**Note 1. Conventions the rate formula leaves unsaid.** The couple is Os(II)–OH₂···⁻OOC ⇌ Os(III)–OH···HOOC + e⁻(Au). The electrode level $\varepsilon$ is counted from the Fermi level, $f$ is the Fermi function, $\rho$ is a constant density of states, and $\eta>0$ drives oxidation. The golden rule with a classical solvent gives

$$k_a=\sum_{\mu,\nu}P_\mu\frac{|V_{el}S_{\mu\nu}|^2\rho}{\hbar}\sqrt{\frac{\pi}{\lambda kT}}\int d\varepsilon\,[1-f]\,e^{-(\Delta U_{\mu\nu}+\varepsilon-e\eta+\lambda)^2/4\lambda kT}.$$

The cathodic rate $k_c$ has $P_\nu$, $f$, and the sign of $\Delta U_{\mu\nu}+\varepsilon-e\eta$ reversed. Count the proton levels $E_\mu$ (reduced) and $E_\nu$ (oxidized) from their own zero-point levels, with partition functions $Q$. Then $k_a/k_c=e^{e\eta/kT}$ holds pair by pair if $\Delta U_{\mu\nu}=E_\nu-E_\mu+kT\ln(Q_{ox}/Q_{red})$. This means that $\eta$ is measured from the formal potential of each isotope separately.

**Note 2. Where the assumption enters.** The step $\langle\mu|V|\nu\rangle=V_{el}S_{\mu\nu}$, with $S_{\mu\nu}$ and $\Delta U_{\mu\nu}$ treated as plain numbers, freezes the O···O distance $R$. For the 0-0 pair the isotope then sits only in $S_{00}^2$, outside the integral, and $k_H/k_D$ cannot depend on $\eta$. Averaging $S_{00}^2$ alone over a distribution of $R$ leaves that intact. It fails when the energy gap also depends on $R$, which happens when the hydrogen bond has different equilibrium lengths in the two oxidation states. Ludlow, Soudackov and Hammes-Schiffer (2010) traced the Tafel asymmetry of this couple to that change of length.

**Note 3. Releasing $R$.** Let $y=R-R_{mid}$, with minima at $-\delta/2$ (reduced) and $+\delta/2$ (oxidized) and one force constant $K$:

$$U_{red}=\tfrac12K(y+\delta/2)^2,\qquad U_{ox}=\tfrac12K(y-\delta/2)^2,\qquad U_{ox}-U_{red}=-K\delta\,y .$$

Treat $y$ as classical and thermally distributed. Take the proton in two displaced harmonic wells of equal frequency $\omega$, a distance $d+y$ apart. With $a=m\omega/\hbar$,

$$S_{00}^2=e^{-a(d+y)^2/2}=e^{-ad^2/2}\,e^{-2\kappa y-ay^2/2},\qquad \kappa=ad/2 .$$

The anodic rate is the fixed-$R$ rate with $\Delta U_{00}=-K\delta y$, averaged over $e^{-U_{red}/kT}$. The product of Boltzmann factor and $S_{00}^2$ is a Gaussian in $y$ with stiffness $K'=K+akT$, variance $kT/K'$ and centre

$$y^*=-\frac{K\delta/2+2\kappa kT}{K'} .$$

Put $r=K/K'$ and $\lambda_R=K\delta^2/2$. Completing the square gives the total weight $C\,e^{s/2kT}$, with

$$C=\sqrt r\,\exp\!\Big[-\frac{r\,a\,d^2}{2}-\frac{(1-r)\lambda_R}{4kT}\Big],\qquad s=2\kappa\,\delta\,r\,kT .$$

The normalized Marcus Gaussian has variance $2\lambda kT$. Averaging it over this Gaussian in $y$ adds $-K\delta y^*=r\lambda_R+s$ to the mean gap and $K^2\delta^2kT/K'=2r\lambda_RkT$ to the variance. So $\lambda$ becomes $\Lambda=\lambda+r\lambda_R$ in mean and width alike, and $s$ is left over as an apparent extra driving-force cost. The reason is physical. The overlap selects compressed hydrogen bonds, and for $\delta>0$ compression costs the oxidized state more than the reduced one.

**Note 4. The corrected rate.** Write $1-f=e^{\varepsilon/2kT}/[2\cosh(\varepsilon/2kT)]$ and expand the square. For the cathodic direction $\delta\to-\delta$, so $s$ changes sign while $C$ and $\Lambda$ do not. Both rates take one form:

$$k_{a,c}=\frac{|V_{el}|^2\rho}{\hbar}\sqrt{\frac{\pi}{\Lambda kT}}\;C\,e^{\pm e\eta/2kT}\,G(e\eta-s),$$

$$G(x)=e^{-\Lambda/4kT}\int d\varepsilon\,\frac{e^{-(\varepsilon-x)^2/4\Lambda kT}}{2\cosh(\varepsilon/2kT)} .$$

Detailed balance survives exactly. $G$ is even with its maximum at zero, so the maximum of $\sqrt{k_ak_c}$ moves from $\eta=0$ to $e\eta=s$. Since $s$ contains $\kappa r$, which differs between H and D, the 0-0 isotope effect now depends on potential.

**Note 5. A closed form for the slope.** Let $L=\Lambda/kT$, $\xi=x/kT$, $u=\varepsilon/kT$. The Fourier transform of $1/[2\cosh(u/2)]$ is $\pi\,\mathrm{sech}(\pi q)$, so

$$G=kT\,e^{-L/4}\sqrt{\pi L}\int dq\,e^{-Lq^2}\,\mathrm{sech}(\pi q)\cos(q\xi).$$

For large $L$ only small $q$ counts, where $\mathrm{sech}(\pi q)\approx e^{-\pi^2q^2/2}$, and $G\propto e^{-\xi^2/(4L+2\pi^2)}$. With $\alpha_a=kT\,d\ln k_a/d(e\eta)$ and $\alpha_c=-kT\,d\ln k_c/d(e\eta)=1-\alpha_a$,

$$\alpha_a\approx\frac12-\frac{e\eta-s}{2\Lambda+\pi^2kT},\qquad \frac{d\ln(k_H/k_D)}{d\eta}\approx-\frac{e\,(s_D-s_H)}{kT\,(2\Lambda+\pi^2kT)} ,$$

the second with the small isotope difference in $\Lambda$ dropped. Both corrections are first order in $\delta$, whereas $\lambda_R$ is second order.

**Note 6. Size for the osmium couple.** All inputs are assumed, of typical magnitude: $T=298.15$ K ($kT=25.7$ meV), $\lambda=0.70$ eV, $\omega_H=2500$ cm⁻¹ for a strongly bonded O–H, $m_D=2m_H$ (so $\omega_D=1768$ cm⁻¹), $d=0.40$ Å, $K=3.0$ eV Å⁻², $\delta=+0.10$ Å. The positive sign supposes that the bond to anionic carboxylate is the shorter one. Gold enters only through $\rho$, which cancels from every ratio below. Then $\lambda_R=15$ meV.

| | $a$ / Å⁻² | $\kappa$ / Å⁻¹ | $r$ | $s$ / meV | $\Lambda$ / eV | $\alpha_a(0)-\tfrac12$, closed form | $\alpha_a(0)-\tfrac12$, integral |
|---|---|---|---|---|---|---|---|
| H | 74.7 | 14.9 | 0.610 | 46.8 | 0.709 | 0.0280 | 0.0285 |
| D | 105.6 | 21.1 | 0.525 | 57.0 | 0.708 | 0.0341 | 0.0348 |

The model's cathodic transfer coefficient for H at $\eta=0$ is 0.47. With $R$ frozen at the midpoint the 0-0 isotope effect would be $e^{(a_D-a_H)d^2/2}=11.9$ at every potential. With $R$ released, and $G$ integrated numerically:

| $\eta$ / V | −0.30 | 0 | +0.30 |
|---|---|---|---|
| $k_H/k_D$, 0-0 pair | 2.59 | 2.41 | 2.24 |

The slope of $\ln(k_H/k_D)$ at $\eta=0$ is −0.24 V⁻¹. The third figure in this table serves only to show the trend. The values of $d$, $K$ and $\delta$ were chosen so that the standard isotope effect lies near 2 and $\alpha_c(0)$ a few hundredths below one half, which is typical behaviour for this couple. These are the model's numbers and no test of it.

**Note 7. The rival: excited proton states.** Set $\delta=0$ to isolate them. The 0→1 and 1→0 pairs both have $S^2=S_{00}^2\,a(d+y)^2/2$. Under the overlap-weighted Gaussian, $d+y$ has mean $rd$ and variance $kT/K'$, so the averaged factor is $g=\tfrac a2(r^2d^2+kT/K')$, which is 2.42 for H and 2.57 for D. Relative to the 0-0 pair the two contribute

$$g\,e^{-\hbar\omega/2kT}\,\frac{G(e\eta-\hbar\omega)+G(e\eta+\hbar\omega)}{G(e\eta)},\qquad \Lambda=\lambda .$$

This is 0.0037 (H) and 0.041 (D) at $\eta=0$, and 0.017 (H) and 0.102 (D) at $\pm0.30$ V. These pairs change $\ln(k_H/k_D)$ by −0.036 at $\eta=0$ and by a further −0.044 at either $\pm0.30$ V. The shift $s$ changes it by +0.073 at −0.30 V and by −0.071 at +0.30 V. The two effects are comparable, and they differ in parity. With equal proton frequencies the excited-state term is even in $\eta$, while the $\delta$ term is odd at leading order. Unequal frequencies in the two oxidation states would give the excited states an odd part too, so parity separates the two causes only to the extent that the proton wells mirror each other.

**Note 8. What the classical harmonic $R$ omits.** For an assumed effective mass $M=50$ u, $\hbar\Omega=\hbar\sqrt{K/M}=128$ cm⁻¹, or $0.62\,kT$. The quantum variance of $y$ exceeds $kT/K$ by the factor $z\coth z=1.03$, with $z=\hbar\Omega/2kT$. There is also a recoil term. For $S\propto e^{-\kappa y}$ the golden-rule time integral carries the factor $\exp[\kappa^2\langle y(t)y(0)\rangle]$, with

$$\langle y(t)y(0)\rangle=\frac{\hbar}{2M\Omega}\,(\coth z\cos\Omega t-i\sin\Omega t).$$

At short times and small $z$ the time-dependent part of the exponent is $-i\lambda_\kappa t/\hbar-\lambda_\kappa kT\,t^2/\hbar^2$ with $\lambda_\kappa=\hbar^2\kappa^2/2M$. That is the form of the solvent term, so $\lambda_\kappa$ adds to $\Lambda$. Estimated with the local slope $r\kappa$ at the compressed distance it is 3.5 meV (H) and 5.1 meV (D). This changes the slopes of Note 5 by under one per cent and raises $\ln(k_H/k_D)$ by about 0.016, almost uniformly in $\eta$.

The weaker point is harmonicity. The overlap pulls the dominant distance inward by $(1-r)d$, which is 0.156 Å (H) and 0.190 Å (D), against a thermal width $\sqrt{kT/K}=0.093$ Å. A repulsive wall steeper than the parabola would hold $R$ farther out, where the overlap is smaller and falls more steeply, and would raise the isotope effect above the model's value. The structure of the argument does not depend on the parabola. For any $U_{red}(R)$, $U_{ox}(R)$ and $S(R)$ the ratio $k_a/k_c=e^{e\eta/kT}$ holds, with $\eta$ counted from the formal potential, and the 0-0 isotope effect is strictly independent of $\eta$ when $U_{ox}-U_{red}$ does not vary with $R$.